\section*{Photokinetic factor and photostationary state of an AB photochrome}

An AB photochrome is a pair of isomers A and B that light of one wavelength converts in both directions, with B also free to return to A in the dark. In a stirred cuvette the two isomers compete for the photons of one beam, and the share each receives changes as the reaction runs. All of that competition sits in one function of the total absorbance, the photokinetic factor $F$. This page derives the rate law, the photostationary state (PSS) and the time course, and works them out for trans and cis stilbene at 313 nm.

\subsection*{Conventions and premises}

Concentrations $[\mathrm A]$, $[\mathrm B]$ are in M (mol L$^{-1}$), the path length $l$ of the irradiating beam is in cm, and $\varepsilon_A$, $\varepsilon_B$ are decadic molar absorption coefficients at the irradiation wavelength in M$^{-1}$ cm$^{-1}$. Absorbance is decadic and is written $\mathcal A$ to keep it apart from species A. The photon flux $q$ that enters the solution is in einstein s$^{-1}$ (an einstein is a mole of photons), the total solution volume $V$ is in L, and $q_0=q/V$ is in einstein L$^{-1}$ s$^{-1}$.

\begin{enumerate}
\item[P1] The light is monochromatic, collimated and crosses the solution once. The solution does not scatter, and emitted light is not reabsorbed.
\item[P2] The Beer--Lambert law holds and absorbances add.
\item[P3] Stirring is fast compared with the reaction, so concentrations are uniform, and $V$ is constant.
\item[P4] One absorbed photon excites one molecule, and the excited molecule decays by first-order steps that are much faster than its rate of excitation.
\item[P5] The only chemistry is A$\to$B and B$\to$A by light and B$\to$A in the dark with first-order rate constant $k$. Hence $[\mathrm A]+[\mathrm B]=c_0$.
\end{enumerate}

\subsection*{Step 1: photons absorbed by each species}

Let $E(z)$ be the photon irradiance (einstein cm$^{-2}$ s$^{-1}$) at depth $z$ in a beam of cross-section $S$ (cm$^2$), so that $q=SE(0)$. Define $\alpha=\varepsilon_A[\mathrm A]+\varepsilon_B[\mathrm B]$ in cm$^{-1}$, independent of $z$ by P3. The decadic law $E=E(0)10^{-\alpha z}$ has the differential form
\begin{equation}
-\frac{dE}{dz}=\ln 10\,\big(\varepsilon_A[\mathrm A]+\varepsilon_B[\mathrm B]\big)E .
\end{equation}
Each term on the right is the rate at which one species removes photons per unit volume at depth $z$. Integrating the term of species $i$ over the illuminated volume gives the photons it absorbs per second,
\begin{equation}
S\int_0^l \ln 10\;\varepsilon_i[i]\,E(0)\,10^{-\alpha z}\,dz=q\,\varepsilon_i[i]\,\frac{1-10^{-\alpha l}}{\alpha},
\end{equation}
because $\int_0^l 10^{-\alpha z}dz=(1-10^{-\alpha l})/(\alpha\ln 10)$. The $\ln 10$ of the local law cancels against the $\ln 10$ of the integral. Stirring spreads the product over the whole solution, so we divide by $V$. With the total absorbance $\mathcal A=\alpha l$, the volumetric absorption rate of species $i$ is
\begin{equation}
I_i=q_0\,\varepsilon_i\,l\,[i]\,F,\qquad F(\mathcal A)=\frac{1-10^{-\mathcal A}}{\mathcal A}.
\label{eq:F}
\end{equation}
Read it as the absorbed fraction $1-10^{-\mathcal A}$ of the beam, shared out in proportion $\varepsilon_i l[i]/\mathcal A$. The beam need not fill the cuvette: $S$ has dropped out, and only $q$, $V$ and $l$ remain. If the beam does fill the face, $V=Sl/1000$ and $q_0=1000\,E(0)/l$. An inert absorber simply adds its absorbance to $\mathcal A$.

Three properties of $F$ are used below. With $u=\mathcal A\ln 10$, $F=\ln 10\,(1-e^{-u})/u$, so that
\begin{equation}
F=\ln 10\,\Big(1-\frac u2+\frac{u^2}{6}-\dots\Big),\qquad
\frac1F=\frac{1}{\ln 10}\Big(1+\frac u2+\frac{u^2}{12}-\frac{u^4}{720}+\dots\Big).
\label{eq:series}
\end{equation}
The second series converges for $u<2\pi$, the distance to the nearest complex zero of $1-e^{-u}$ other than $u=0$, that is for $\mathcal A<2.73$. First, $F\to\ln 10=2.303$ in a thin sample, which is where the familiar factor 2.303 belongs; writing it in front of $F$ counts it twice. The thin limit is approached slowly: $F(0.05)=2.175$ is already 5.5\% lower. Second, $F\to1/\mathcal A$ in a thick sample, with $F(1)=0.900$ and $F(2)=0.495$. Third, $F$ is the average of $\ln 10\cdot10^{-\alpha z}$ over the path, so it is positive and falls as $\mathcal A$ grows, while $\mathcal AF=1-10^{-\mathcal A}$ rises. Together,
\begin{equation}
-\frac1{\mathcal A}<\frac{d\ln F}{d\mathcal A}=\frac{\ln 10}{10^{\mathcal A}-1}-\frac1{\mathcal A}<0 .
\label{eq:bound}
\end{equation}

\subsection*{Step 2: from absorption to reaction}

By P4 the excited state A$^*$ is formed at rate $I_A$ and, in the simplest scheme, decays with total rate constant $1/\tau_A$, of which $k_{AB}$ leads to B. It reaches its steady concentration $[\mathrm A^*]=I_A\tau_A$ within a few $\tau_A$, so B forms at rate $k_{AB}\tau_AI_A=\Phi_{AB}I_A$. If the path runs through further short-lived intermediates, such as a twisted state reached from both isomers, $\Phi_{AB}$ is built from their first-order branching ratios. Either way the quantum yield is the probability that one excitation of A ends as ground-state B, and it depends neither on intensity nor on concentration. The same holds for $\Phi_{BA}$. Excitations that return to the starting isomer change nothing. Summing the three processes of P5,
\begin{equation}
\frac{d[\mathrm A]}{dt}=-q_0\,l\,F(t)\,\big(\Phi_{AB}\varepsilon_A[\mathrm A]-\Phi_{BA}\varepsilon_B[\mathrm B]\big)+k[\mathrm B],
\label{eq:rate}
\end{equation}
with $F(t)=F(\mathcal A(t))$ and $\mathcal A=l(\varepsilon_A[\mathrm A]+\varepsilon_B[\mathrm B])$. The product $q_0l\varepsilon$ has the unit s$^{-1}$; papers that omit $l$ have set it to 1 cm. Abbreviate $a=\Phi_{AB}\varepsilon_A$, $b=\Phi_{BA}\varepsilon_B$ and $y=[\mathrm A]/c_0$. Then
\begin{equation}
\frac{dy}{dt}=-q_0lF\,\big[ay-b(1-y)\big]+k(1-y),\qquad
\mathcal A=lc_0\big[\varepsilon_B+(\varepsilon_A-\varepsilon_B)y\big].
\label{eq:y}
\end{equation}
The equation is nonlinear only through $F$.

\subsection*{Step 3: the photostationary state}

Setting the left side of Eq.~(\ref{eq:rate}) to zero and dividing by $q_0lF_\infty>0$, where $F_\infty=F(\mathcal A_\infty)$ is the value at the PSS,
\begin{equation}
\frac{[\mathrm B]_\infty}{[\mathrm A]_\infty}=\frac{\Phi_{AB}\varepsilon_A}{\Phi_{BA}\varepsilon_B+k/(q_0lF_\infty)} .
\label{eq:pssk}
\end{equation}
For $k=0$ this becomes
\begin{equation}
\frac{[\mathrm B]_\infty}{[\mathrm A]_\infty}=\frac{\varepsilon_A\Phi_{AB}}{\varepsilon_B\Phi_{BA}},\qquad y_\infty=\frac{b}{a+b}.
\label{eq:pss}
\end{equation}
Intensity, path length, total concentration and inert absorbers have all cancelled, because forward and backward rates carry the same factor $q_0lF$. They set how fast the PSS is reached and have no say in where it lies. Stirring is not needed for this result either: in an unstirred cell the local net rate is $\ln 10\,E(z)(a[\mathrm A]-b[\mathrm B])$ up to a unit factor, and it vanishes at the same ratio at every depth the light reaches. The PSS is no thermodynamic equilibrium. It is held by the photon flux and moves when the wavelength changes $\varepsilon_A/\varepsilon_B$.

For $k>0$, Eq.~(\ref{eq:pssk}) is implicit, since $F_\infty$ depends on the composition, and the ratio depends on intensity. It approaches Eq.~(\ref{eq:pss}) when $k\ll q_0lF_\infty b$. The solution is unique and stable. To see this, write Eq.~(\ref{eq:y}) as $dy/dt=-(1-y)[q_0l\varphi(y)-k]$ with $\varphi=F\,[(a+b)y-b]/(1-y)$. For $y\le b/(a+b)$, $\varphi\le0$ and $y$ grows. Above that point
\begin{equation}
\frac{d\ln\varphi}{dy}=lc_0(\varepsilon_A-\varepsilon_B)\frac{d\ln F}{d\mathcal A}+\frac{a+b}{(a+b)y-b}+\frac1{1-y}.
\end{equation}
If $\varepsilon_A\le\varepsilon_B$, no term is negative. If $\varepsilon_A>\varepsilon_B$, Eq.~(\ref{eq:bound}) and $\mathcal A\ge lc_0(\varepsilon_A-\varepsilon_B)y$ bound the first term below by $-1/y$, while the second is at least $1/y$. So $\varphi$ rises monotonically from 0 to $\infty$ as $y\to1$, $q_0l\varphi=k$ has one root, and $dy/dt$ points towards it from both sides.

\subsection*{Step 4: irradiation at an isosbestic point}

If $\varepsilon_A=\varepsilon_B=\varepsilon$ at the irradiation wavelength, then $\mathcal A=\varepsilon lc_0$ is constant by P5, and so is $F$. Collecting the terms in $y$ in Eq.~(\ref{eq:y}),
\begin{equation}
\frac{dy}{dt}=-k_{\rm obs}\,(y-y_\infty),\qquad k_{\rm obs}=q_0lF\varepsilon\,(\Phi_{AB}+\Phi_{BA})+k,
\label{eq:iso}
\end{equation}
\begin{equation}
y(t)=y_\infty+(y_0-y_\infty)\,e^{-k_{\rm obs}t},\qquad 1-y_\infty=\frac{q_0lF\varepsilon\,\Phi_{AB}}{k_{\rm obs}} .
\label{eq:isosol}
\end{equation}
The absorbance at the irradiation wavelength does not move, so the reaction is followed with a weak probe at another wavelength. Any such absorbance is linear in $y$ and relaxes with the same single exponential. Since $F\varepsilon l=(1-10^{-\mathcal A})/c_0$, the photochemical part of $k_{\rm obs}$ is the absorbed photon rate per mole of photochrome times $\Phi_{AB}+\Phi_{BA}$. A plot of $k_{\rm obs}$ against $q_0$ is a straight line with intercept $k$, and its slope gives the sum of the yields. The separate yields need the PSS composition as well, through $\Phi_{AB}=(1-y_\infty)k_{\rm obs}/(q_0lF\varepsilon)$.

\subsection*{Step 5: any other wavelength}

Take $k=0$ first. The bracket in Eq.~(\ref{eq:y}) equals $(a+b)(y-y_\infty)$. Define the reduced dose $\theta(t)=q_0l\int_0^tF\,dt'$, which increases monotonically. Then $dy/d\theta=-(a+b)(y-y_\infty)$, and the remaining fraction of the change is
\begin{equation}
f\equiv\frac{y-y_\infty}{y_0-y_\infty}=\frac{\mathcal A-\mathcal A_\infty}{\mathcal A_0-\mathcal A_\infty}=e^{-(a+b)\theta}.
\label{eq:dose}
\end{equation}
The decay is exponential in dose at every wavelength, and in time only when $F$ is constant. In practice, record $\mathcal A(t)$ at the irradiation wavelength, integrate $F$ numerically and plot $\ln f$ against $\int F\,dt$; the slope is $-\kappa$ with $\kappa=q_0l(a+b)$.

For the time itself, $\mathcal A$ is linear in $y$, so $d\mathcal A/dt=-\kappa F(\mathcal A)(\mathcal A-\mathcal A_\infty)$. Separate the variables and split $1/F=1/F_\infty+(1/F-1/F_\infty)$:
\begin{equation}
\kappa t=\frac{1}{F_\infty}\ln\frac1f+\int_{\mathcal A}^{\mathcal A_0}\frac{1/F(x)-1/F_\infty}{x-\mathcal A_\infty}\,dx .
\label{eq:time}
\end{equation}
The integrand is finite at $x=\mathcal A_\infty$ and positive, because $1/F$ increases. At long times the integral tends to a constant $\kappa t_{\rm lag}$, so $f\to\exp[-\kappa F_\infty(t-t_{\rm lag})]$. Inserting the terms of Eq.~(\ref{eq:series}) up to $u^2$ makes the integrand $\frac12+\ln 10\,(x+\mathcal A_\infty)/12$, and integration from $\mathcal A_\infty$ to $\mathcal A_0$ gives
\begin{equation}
\kappa t_{\rm lag}\approx(\mathcal A_0-\mathcal A_\infty)\Big[\frac12+\frac{\ln 10}{24}(\mathcal A_0+3\mathcal A_\infty)\Big].
\label{eq:lag}
\end{equation}
A bleaching sample has $t_{\rm lag}>0$ and speeds up as it clears; a colouring sample has $t_{\rm lag}<0$ and slows down. One case closes exactly: for a transparent product, $\varepsilon_B=0$, $\mathcal A_\infty=0$ and $d\mathcal A/dt=-\kappa(1-10^{-\mathcal A})$. Multiplying by $\ln 10\cdot10^{\mathcal A}$ gives $10^{\mathcal A}-1=(10^{\mathcal A_0}-1)e^{-\kappa t\ln 10}$.

For $k>0$, Eq.~(\ref{eq:y}) is still separable but needs quadrature. Linearising it about the PSS and using the stationary condition $q_0lF_\infty(a[\mathrm A]_\infty-b[\mathrm B]_\infty)=k[\mathrm B]_\infty$ gives the late-time rate constant
\begin{equation}
k_{\rm late}=\kappa F_\infty+k\Big[1+l(\varepsilon_A-\varepsilon_B)[\mathrm B]_\infty\frac{d\ln F}{d\mathcal A}\Big|_\infty\Big],
\end{equation}
which reduces to Eq.~(\ref{eq:iso}) at an isosbestic point and to $\kappa F_\infty$ for $k=0$.

\subsection*{Range of validity}

\emph{Bandwidth (P1).} For a source of spectral flux $q_0(\lambda)$, each photochemical term of Eq.~(\ref{eq:rate}) becomes an integral over $\lambda$, and for $k=0$
\begin{equation}
\frac{[\mathrm B]_\infty}{[\mathrm A]_\infty}=\frac{\int q_0(\lambda)F_\infty(\lambda)\,\varepsilon_A\Phi_{AB}\,d\lambda}{\int q_0(\lambda)F_\infty(\lambda)\,\varepsilon_B\Phi_{BA}\,d\lambda}.
\end{equation}
Scaling the lamp still changes nothing, but $F$ no longer cancels, so the ratio depends on the spectrum and, outside the thin limit, on $c_0$ and $l$.

\emph{Reflection (P1).} An exit face of reflectance $\rho$ sends $\rho10^{-\mathcal A}$ of the beam back, which multiplies $F$ by $1+\rho10^{-\mathcal A}$. Rates change, and Eq.~(\ref{eq:pss}) does not.

\emph{Mixing (P3).} The mixing time has to be short against $1/(\kappa F+k)$. Without it the time laws fail, most of all at $\mathcal A>1$, and for $k>0$ the PSS varies with depth.

\emph{Intensity and concentration (P2, P4).} ``Any intensity'' means any intensity at which the excited fraction stays far below one and no second photon is absorbed. Short laser pulses can break this, and so can heating. Quenching, sensitisation, dimerisation and aggregation make $\Phi$ or $\varepsilon$ depend on concentration.

\emph{Third species (P5).} Let B also give C with yield $\Phi_{BC}$ and set $c=\Phi_{BC}\varepsilon_B$. If C only returns to B, the balance $d[\mathrm A]/dt=0$ is unchanged in form and Eq.~(\ref{eq:pss}) survives, with part of $c_0$ stored as C. If C is lost for good and $k=0$, the system is still linear in the dose, whatever C absorbs:
\begin{equation}
\frac{d[\mathrm A]}{d\theta}=-a[\mathrm A]+b[\mathrm B],\qquad \frac{d[\mathrm B]}{d\theta}=a[\mathrm A]-(b+c)[\mathrm B].
\end{equation}
Trial solutions $e^{-\mu\theta}$ require $\mu^2-(a+b+c)\mu+ac=0$, with roots $\mu_-<\mu_+$. Once the fast mode has died, the first equation gives $[\mathrm B]/[\mathrm A]=(a-\mu_-)/b$. Starting from pure A, the sum $s=([\mathrm A]+[\mathrm B])/c_0$ has $s(0)=1$ and $s'(0)=-c[\mathrm B]_0/c_0=0$, so
\begin{equation}
s(\theta)=\frac{\mu_+e^{-\mu_-\theta}-\mu_-e^{-\mu_+\theta}}{\mu_+-\mu_-}.
\label{eq:s}
\end{equation}
The AB picture is useful while $\mu_-\theta\ll1$, and a PSS is visible only if $\mu_+\gg\mu_-$.

\subsection*{Illustration: stilbene at 313 nm}

Let A be trans- and B cis-stilbene in an alkane at 298 K under the 313 nm mercury line. As approximate, typical inputs take $\varepsilon_A=1.6\times10^4$ and $\varepsilon_B=2.3\times10^3$ M$^{-1}$ cm$^{-1}$, $\Phi_{AB}=0.50$ and $\Phi_{BA}=0.35$. Choose $c_0=5.0\times10^{-5}$ M of pure trans, $l=1$ cm, $V=3.0$ mL with the 3.0 cm$^2$ face filled, and $q=3.0\times10^{-9}$ einstein s$^{-1}$, so $q_0=1.0\times10^{-6}$ einstein L$^{-1}$ s$^{-1}$. One einstein at 313 nm carries $N_Ahc_{\rm light}/\lambda=382$ kJ, so the beam is 1.15 mW. All results are the model's. A third digit is kept only so the arithmetic can be followed.

\emph{Premises.} An Arrhenius estimate with a typical prefactor of $10^{13}$ s$^{-1}$ and barrier of about 180 kJ mol$^{-1}$ gives $k\approx3\times10^{-19}$ s$^{-1}$, against $q_0lF_\infty b=1.5\times10^{-3}$ s$^{-1}$ (with $F_\infty$ from below), so $k=0$. At the front face a trans molecule is excited at the rate $1000\ln 10\,\varepsilon_AE(0)=0.037$ s$^{-1}$. With an excited-state lifetime of order $10^{-10}$ s the excited fraction is $4\times10^{-12}$, and with a diffusion-limited rate constant of order $10^{10}$ M$^{-1}$ s$^{-1}$ the chance of a bimolecular encounter within that lifetime is $5\times10^{-5}$.

\emph{PSS.} Here $a=8000$, $b=805$ and $a+b=8805$ M$^{-1}$ cm$^{-1}$. Eq.~(\ref{eq:pss}) gives $[\mathrm{cis}]/[\mathrm{trans}]=9.94$, a cis fraction of 0.909. The excess of cis comes mostly from the absorption ratio 6.96 and less from the yield ratio 1.43.

\emph{Time course.} This wavelength is far from isosbestic. The absorbance falls from $\mathcal A_0=0.800$ to $\mathcal A_\infty=0.178$, and $F$ rises from $F_0=1.05$ to $F_\infty=1.89$. With $\kappa=8.805\times10^{-3}$ s$^{-1}$ the instantaneous time constant $1/(\kappa F)$ shrinks from 108 s to 60.1 s. The initial rate is $q_0\Phi_{AB}(1-10^{-\mathcal A_0})=4.21\times10^{-7}$ M s$^{-1}$. Eq.~(\ref{eq:time}) gives the fifth column below; the last column shows what freezing $F$ at $F_0$ would predict.

\begin{center}
\begin{tabular}{cccccc}
\hline
$f$ & $\mathcal A$ & $F$ & cis fraction & $t$/s & $\ln(1/f)/(\kappa F_0)$/s\\
\hline
0.5 & 0.489 & 1.38 & 0.454 & 64.7 & 74.8\\
0.1 & 0.240 & 1.77 & 0.818 & 178 & 249\\
0.01 & 0.184 & 1.88 & 0.899 & 320 & 497\\
\hline
\end{tabular}
\end{center}

The first half-life, 64.7 s, is much longer than the late one, $\ln2/(\kappa F_\infty)=41.7$ s, so no single exponential fits the trace. The full integral gives $t_{\rm lag}=44.1$ s, and Eq.~(\ref{eq:lag}) gives $35.3+9.0=44.4$ s (sum of the unrounded terms). A window reflectance of about 0.04 would raise the late rate by $0.04\times0.664$, or 2.7\%.

\emph{Isosbestic contrast.} The two spectra cross near 265 nm. Assuming for illustration $\varepsilon=1.0\times10^4$ M$^{-1}$ cm$^{-1}$ there, with the same yields and the same $q_0$, $\mathcal A=0.50$, $F=1.37$, and Eq.~(\ref{eq:iso}) gives one exponential with $k_{\rm obs}=1.16\times10^{-2}$ s$^{-1}$ (86 s), ending at a cis fraction of only 0.59.

\emph{What the AB model leaves out.} Excited cis-stilbene also closes to 4a,4b-dihydrophenanthrene with a typical yield near 0.10, which is 29\% of $\Phi_{BA}$ and so not small. Without oxidants the ring reopens to cis and the cis/trans ratio stands. In the worst case, complete oxidation to phenanthrene as in aerated solution, $c=230$, $\mu_-=208$ and $\mu_+=8827$ M$^{-1}$ cm$^{-1}$ at 313 nm, a separation of 42 (it drops to 16 for the isosbestic inputs). The ratio settles at 9.68, which is 2.6\% below the AB value. The material balance suffers more: at the dose $\theta=\ln100/(a+b)$ of the last table row, Eq.~(\ref{eq:s}) gives $s=0.918$. For a transparent product that loss lowers the absorbance by roughly 0.015, more than the 0.006 that the AB model leaves to decay at that point, so the trace drifts where the model has a plateau and the last row cannot be read from it. Trans fluorescence, with a typical yield near 0.05, can shift the ratio by a few per cent at most even if fully reabsorbed. The largest uncertainty is $\varepsilon_A$, since 313 nm lies on the structured red side of the trans band: raising it to $2.0\times10^4$ moves the ratio to 12.4 but the cis fraction only to 0.93. The model thus supports a photostationary state of about nine parts cis in ten, reached within a few minutes at this flux.